**Forecasting the proton affinities of CH3Cl and H2O2 from neighbouring bases**

The table holds site proton affinities, gas-phase basicities and their electronic parts for nine small molecules at PBE0-D3(BJ)/def2-TZVP (PySCF, 298.15 K, 1 bar), with thermal terms from DFT or GFN2-xTB. The program fits the electronic part of seven intact lone-pair sites to the group of the site atom and the logarithm of molecule size, with and without a neighbour-electronegativity term, and estimates the vibrational and entropy steps from like sites, the Sackur-Tetrode entropy of the proton and symmetry numbers. The CH3Cl and H2O2 rows are withheld from all fits and forecast with standard errors. The affinities are missed by +24 (0.5 standard errors) and −35 kJ/mol (1.1), the thermal steps by 2.5 kJ/mol or less, and the electronic gap between the two molecules is 32 kJ/mol against 95 in the model. The formula overshoots the three unfitted carbon sites by 98 to 170 kJ/mol.

Gas-phase protonation of neutral singlet molecules, computed with PySCF 2.14.0 at the PBE0-D3(BJ)/def2-TZVP level (integration grid level 2) on PBE0-D3(BJ)/def2-SVP geometries. Proton affinities and basicities refer to 298.15 K and 1 bar. Each row gives the most favourable site found, with non-hydrogen atoms numbered in SMILES order.

## Script

```python
# Table: site proton affinity PA, gas-phase basicity GB and electronic part E (kJ/mol), PySCF,
# PBE0-D3(BJ)/def2-TZVP//def2-SVP, 298.15 K, 1 bar. Tested: E from group of the site atom and molecule size,
# E-PA from like sites, PA-GB from proton entropy and symmetry; forecasts for the withheld rows.
T = {
    'system': ['CCl', 'OO', 'C=O', 'BP', 'C=CC=C', 'O=S1OCCO1', 'NO', 'C#C[SiH2][Se][SiH3]', 'C#CP1(=S)C=C1'],
    'scf_option': ['standard', 'standard', 'standard', 'diis-space 4', 'standard', 'standard', 'standard', 'standard', 'standard'],
    'thermal_terms_level': ['PBE0-D3(BJ)/def2-SVP', 'PBE0-D3(BJ)/def2-SVP', 'PBE0-D3(BJ)/def2-SVP', 'PBE0-D3(BJ)/def2-SVP', 'PBE0-D3(BJ)/def2-SVP', 'GFN2-xTB', 'PBE0-D3(BJ)/def2-SVP', 'GFN2-xTB', 'GFN2-xTB'],
    'formula': ['CH3Cl', 'H2O2', 'CH2O', 'BH4P', 'C4H6', 'C2H4O3S', 'H3NO', 'C2H6SeSi2', 'C4H3PS'],
    'site': ['Cl2', 'O1', 'O2', 'P2', 'C1', 'O1', 'N1', 'C1', 'C5'],
    'site_proton_affinity': [652.1, 674.8, 714.9, 790.1, 807.1, 812.4, 826.0, 845.1, 917.9],  # kJ/mol
    'site_gas_phase_basicity': [626.2, 644.8, 685.2, 762.2, 780.2, 782.8, 794.5, 812.9, 889.2],  # kJ/mol
    'site_electronic_part': [670.1, 702.3, 745.5, 810.8, 830.3, 833.3, 857.1, 866.7, 944.0],  # kJ/mol
}
HELD = [0, 1]  # rows withheld from the fit
import numpy as np
from scipy.constants import R, k, h, m_p, pi
S = T['system']; E = T['site_electronic_part']; PA = T['site_proton_affinity']; GB = T['site_gas_phase_basicity']
Tm = 298.15; RT = R*Tm/1e3
TS = RT*(np.log((2*pi*m_p*k*Tm/h**2)**1.5*k*Tm/1e5) + 2.5)
# group, heavy atoms, neighbour electronegativity (rough recalled), symmetry ratio, period, lone-pair site left intact
D = {'CCl': (17,2,2.6,3,3,1), 'OO': (16,2,3.4,2,2,1), 'C=O': (16,2,2.6,2,2,1), 'BP': (15,2,2.0,1,3,1),
     'C=CC=C': (14,4,2.6,2,2,0), 'O=S1OCCO1': (16,6,2.6,1,2,1), 'NO': (15,2,3.4,1,2,1),
     'C#C[SiH2][Se][SiH3]': (14,5,2.6,1,2,0), 'C#CP1(=S)C=C1': (14,6,2.6,1,2,0)}
K = [i for i in range(len(S)) if i not in HELD]
tr = [(S[i]+' '+T['site'][i], D[S[i]], E[i], PA[i], GB[i], 'xTB' not in T['thermal_terms_level'][i]) for i in K if D[S[i]][5]]
# further intact sites, typed from the site outputs of the same runs (E, PA, GB, DFT thermal terms?)
tr += [('NO O2', (16,2,3.0,1,2,1), 735.04, 708.09, 679.46, True),
       ('Se row Se4', (16,5,1.9,1,4,1), 819.30, 806.94, 779.17, False),
       ('P=S row S4', (16,6,2.2,1,3,1), 882.84, 868.04, 840.27, False)]
def x(d, m): return np.array([1, d[0]-16, np.log(d[1]/2)] + ([d[2]-2.6] if m else []), float)
y = np.array([t[2] for t in tr]); n = len(tr); fit = {}
print('All energies in kJ/mol; table rounding 0.05. T*S(H+) = %.2f, 5RT/2 = %.2f' % (TS, 2.5*RT))
for m, name in ((0, 'A group+size'), (1, 'B plus neighbour electronegativity')):
    X = np.array([x(t[1], m) for t in tr]); C = np.linalg.inv(X.T@X); p = C@X.T@y; r = y - X@p
    s = np.sqrt(r@r/(n-len(p))); loo = r/(1-np.einsum('ij,jk,ik->i', X, C, X)); fit[m] = (p, C, s, r)
    print('Model', name, ': a,b,c(,d) =', ' '.join('%.1f+-%.1f' % (a, s*np.sqrt(v)) for a, v in zip(p, np.diag(C))))
    print('   scatter s = %.1f, leave-one-out rms = %.1f, %d sites' % (s, np.sqrt(np.mean(loo**2)), n))
def pe(d, m):
    p, C, s, _ = fit[m]; v = x(d, m); return v@p, s*np.sqrt(1+v@C@v)
lo = np.array([t[3]-t[4]-(TS-RT*np.log(t[1][3])) for t in tr])
print('Fitted sites: E, residual A, residual B, E-PA, PA-GB, PA-GB minus proton and symmetry term')
for t, a, b, l in zip(tr, fit[0][3], fit[1][3], lo):
    print('  %-14s %6.1f %+6.1f %+6.1f %5.1f %5.1f %+5.1f %s' % (t[0], t[2], a, b, t[2]-t[3], t[3]-t[4], l, 'DFT' if t[5] else 'xTB'))
print('Worst site, model A:', tr[int(np.argmax(abs(fit[0][3])))][0])
print('Carbon sites, not fitted (no lone pair or rearranged): E, model A, E-model, E-PA, PA-GB')
for i in K:
    if not D[S[i]][5]:
        q = pe(D[S[i]], 0)[0]; print('  %-20s %6.1f %6.1f %+6.1f %5.1f %5.1f' % (S[i], E[i], q, E[i]-q, E[i]-PA[i], PA[i]-GB[i]))
iN, iSe, iP = S.index('NO'), S.index('C#C[SiH2][Se][SiH3]'), S.index('C#CP1(=S)C=C1')
print('NH2OH N minus O site: E %.1f, PA %.1f' % (E[iN]-tr[-3][2], PA[iN]-tr[-3][3]))
print('Rearranged minus intact PA: Se row %.1f, P=S row %.1f' % (PA[iSe]-tr[-2][3], PA[iP]-tr[-1][3]))
g = [PA[i]-GB[i] for i in K]
print('Known rows: PA span %.1f, PA-GB from %.1f to %.1f' % (max(PA[i] for i in K)-min(PA[i] for i in K), min(g), max(g)))
z2 = np.array([t[2]-t[3] for t in tr if t[1][4] == 2 and t[5]]); z3 = np.array([t[2]-t[3] for t in tr if t[1][4] > 2])
print('E-PA mean, sd: O/N sites (DFT) %.1f, %.1f; P/S/Se sites %.1f, %.1f' % (z2.mean(), z2.std(ddof=1), z3.mean(), z3.std(ddof=1)))
print('Loosening term mean %.1f, sd %.1f' % (lo.mean(), lo.std(ddof=1)))
print('Withheld rows: forecast +- 1 s.e., computed, miss (computed - forecast), miss / s.e.')
for i in HELD:
    d = D[S[i]]; z = z2 if d[4] == 2 else z3
    e, se = pe(d, 0); eb, sb = pe(d, 1)
    zz, sz = z.mean(), z.std(ddof=1)*np.sqrt(1+1/len(z))
    gg, sg = TS-RT*np.log(d[3])+lo.mean(), lo.std(ddof=1)*np.sqrt(1+1/n)
    for nm, f, s, c in (('E model A', e, se, E[i]), ('E model B', eb, sb, E[i]), ('E-PA', zz, sz, E[i]-PA[i]),
                        ('PA-GB', gg, sg, PA[i]-GB[i]), ('PA', e-zz, np.hypot(se, sz), PA[i]),
                        ('GB', e-zz-gg, np.sqrt(se**2+sz**2+sg**2), GB[i])):
        print('  %-4s %-10s %6.1f +- %4.1f | %6.1f | %+6.1f | %+4.1f' % (S[i], nm, f, s, c, c-f, (c-f)/s))
    print('  %-4s minus NH2OH O site: PA %+.1f, E %+.1f; minus C=O: PA %+.1f' % (S[i], PA[i]-tr[-3][3], E[i]-tr[-3][2], PA[i]-PA[S.index('C=O')]))
a, b = HELD[0], HELD[1]
print('%s minus %s computed: E %+.1f, PA %+.1f, GB %+.1f; model A E %+.1f' % (S[b], S[a], E[b]-E[a], PA[b]-PA[a], GB[b]-GB[a], pe(D[S[b]], 0)[0]-pe(D[S[a]], 0)[0]))
assert sorted(K, key=lambda i: E[i]) == sorted(K, key=lambda i: PA[i]) == sorted(K, key=lambda i: GB[i])
assert all(25 < v < TS for v in g)
assert fit[0][0][1] < 0 < fit[0][0][2]
assert all(E[i] > PA[i] > GB[i] for i in K)
```

Printed output:

```
All energies in kJ/mol; table rounding 0.05. T*S(H+) = 32.48, 5RT/2 = 6.20
Model A group+size : a,b,c(,d) = 739.1+-18.0 -94.9+-25.6 102.9+-22.3
   scatter s = 25.6, leave-one-out rms = 34.2, 7 sites
Model B plus neighbour electronegativity : a,b,c(,d) = 735.7+-18.7 -96.2+-26.0 113.1+-25.2 20.6+-22.2
   scatter s = 26.1, leave-one-out rms = 43.4, 7 sites
Fitted sites: E, residual A, residual B, E-PA, PA-GB, PA-GB minus proton and symmetry term
  C=O O2          745.5   +6.4   +9.8  30.6  29.7  -1.1 DFT
  BP P2           810.8  -23.1   -8.7  20.7  27.9  -4.6 DFT
  O=S1OCCO1 O1    833.3  -18.9  -26.6  20.9  29.6  -2.9 xTB
  NO N1           857.1  +23.2   +8.7  31.1  31.5  -1.0 DFT
  NO O2           735.0   -4.1   -8.9  26.9  28.6  -3.9 DFT
  Se row Se4      819.3  -14.1   -5.5  12.4  27.8  -4.7 xTB
  P=S row S4      882.8  +30.7  +31.2  14.8  27.8  -4.7 xTB
Worst site, model A: P=S row S4
Carbon sites, not fitted (no lone pair or rearranged): E, model A, E-model, E-PA, PA-GB
  C=CC=C                830.3 1000.1 -169.8  23.2  26.9
  C#C[SiH2][Se][SiH3]   866.7 1023.1 -156.4  21.6  32.2
  C#CP1(=S)C=C1         944.0 1041.9  -97.9  26.1  28.7
NH2OH N minus O site: E 122.1, PA 117.9
Rearranged minus intact PA: Se row 38.2, P=S row 49.9
Known rows: PA span 203.0, PA-GB from 26.9 to 32.2
E-PA mean, sd: O/N sites (DFT) 29.5, 2.3; P/S/Se sites 16.0, 4.3
Loosening term mean -3.3, sd 1.7
Withheld rows: forecast +- 1 s.e., computed, miss (computed - forecast), miss / s.e.
  CCl  E model A   644.2 +- 47.8 |  670.1 |  +25.9 | +0.5
  CCl  E model B   639.5 +- 48.9 |  670.1 |  +30.6 | +0.6
  CCl  E-PA         16.0 +-  5.0 |   18.0 |   +2.0 | +0.4
  CCl  PA-GB        26.5 +-  1.8 |   25.9 |   -0.6 | -0.3
  CCl  PA          628.3 +- 48.0 |  652.1 |  +23.8 | +0.5
  CCl  GB          601.8 +- 48.1 |  626.2 |  +24.4 | +0.5
  CCl  minus NH2OH O site: PA -56.0, E -64.9; minus C=O: PA -62.8
  OO   E model A   739.1 +- 31.3 |  702.3 |  -36.8 | -1.2
  OO   E model B   752.2 +- 34.9 |  702.3 |  -49.9 | -1.4
  OO   E-PA         29.5 +-  2.6 |   27.5 |   -2.0 | -0.8
  OO   PA-GB        27.5 +-  1.8 |   30.0 |   +2.5 | +1.4
  OO   PA          709.5 +- 31.4 |  674.8 |  -34.7 | -1.1
  OO   GB          682.0 +- 31.5 |  644.8 |  -37.2 | -1.2
  OO   minus NH2OH O site: PA -33.3, E -32.7; minus C=O: PA -40.1
OO minus CCl computed: E +32.2, PA +22.7, GB +18.6; model A E +94.9
```
